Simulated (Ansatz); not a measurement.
**A small benchmark: atomisation enthalpy at 298 K**

8 molecules holding an element past argon; the atomisation enthalpy at 298 K in kJ/mol, computed less measured. Shapes, held fixed at every level: PBE0-D4/def2-TZVP. Flexible molecules stand in one conformer, not always the lowest. Thermal terms are harmonic and unscaled (PBE0-D4/def2-TZVP); the spin-orbit lowering of the free atoms is taken from their spectra. Programs: Ansatz 0.2.0. Measured values: Active Thermochemical Tables, CRC Handbook of Chemistry and Physics.

Levels: A = SPW92/def2-TZVPP; B = B3LYP-D4/def2-TZVPP; C = wB97M-V/def2-TZVPP; D = MP2/def2-TZVPP.

```
                          molecule  from tabulated heats     A    B    C     D
         InBr3 (indium tribromide)                   861  +109  -80  -53   -17
           CH2Br2 (dibromomethane)                  1373  +248  -17  -13    -3
              CH3I (methyl iodide)                  1463  +198   -9  -13   -26
    CHBrCl2 (bromodichloromethane)                  1341  +302  -31   -3   +11
         GeF4 (tetrafluorogermane)                  1880  +381  -36   -5  +106
GeI4 (SMILES [I][Ge]([I])([I])[I])                   856  +236  -17  -35   +71
              C2H5Br (bromoethane)                  2699  +376   -5   -3   -36
            C4H9Br (1-bromobutane)                  5048  +705   -9    0   -64
```

Task: Sum up the errors.

Result: 
```tsv
level	kind	mean error	mean absolute error	worst case
SPW92/def2-TZVPP	LDA	+319.4	319.4	C4H9Br
B3LYP-D4/def2-TZVPP	global hybrid	-25.5	25.5	InBr3
wB97M-V/def2-TZVPP	range-separated hybrid	-15.6	15.6	InBr3
MP2/def2-TZVPP	perturbation theory	+5.2	41.8	GeF4
```

On this set wB97M-V/def2-TZVPP has the smallest mean absolute error and SPW92/def2-TZVPP the largest. SPW92/def2-TZVPP is too high in 8 of 8; B3LYP-D4/def2-TZVPP is too low in 8 of 8; wB97M-V/def2-TZVPP is too low in 7 of 8. The heats of InBr3, GeF4, GeI4, C4H9Br come from older tables and can be uncertain by 10 kJ/mol or more. The molecules' own spin-orbit binding is left out, so errors for heavy halides read too negative. Correlated wave functions converge slowly with the basis. For atoms past krypton def2 sets carry core potentials with scalar relativity. Relativity is left out for Br, Ge. Outer-core shells of Br, Ge, I, In are correlated, in sets that cover them unevenly. The set is small.

The LDA errors show the familiar overbinding: the local functional describes the density of separated atoms worse than that of the molecule, so the error builds up as bonds form. It rises from +376 for bromoethane to +705 for 1-bromobutane, but bond count alone doesn't set it, since GeF4, with only four bonds, reaches +381. Gradient corrections and exact exchange remove most of this error in both hybrids.

The small mean error of MP2 is a cancellation. It overbinds GeF4 and GeI4 strongly but underbinds the alkyl halides, more so for the longer bromide. The former probably reflects second-order theory exaggerating correlation in the electron-rich tetrahalides, perhaps with a contribution from the germanium outer core; the latter suggests missing basis-set correlation that accumulates with size.

InBr3 is the worst case for both hybrids and also lies low with MP2, so a shared error, possibly in the tabulated heat, is as plausible as a failure of the functionals. The lead of wB97M-V over B3LYP isn't uniform either: it reverses for both iodides.
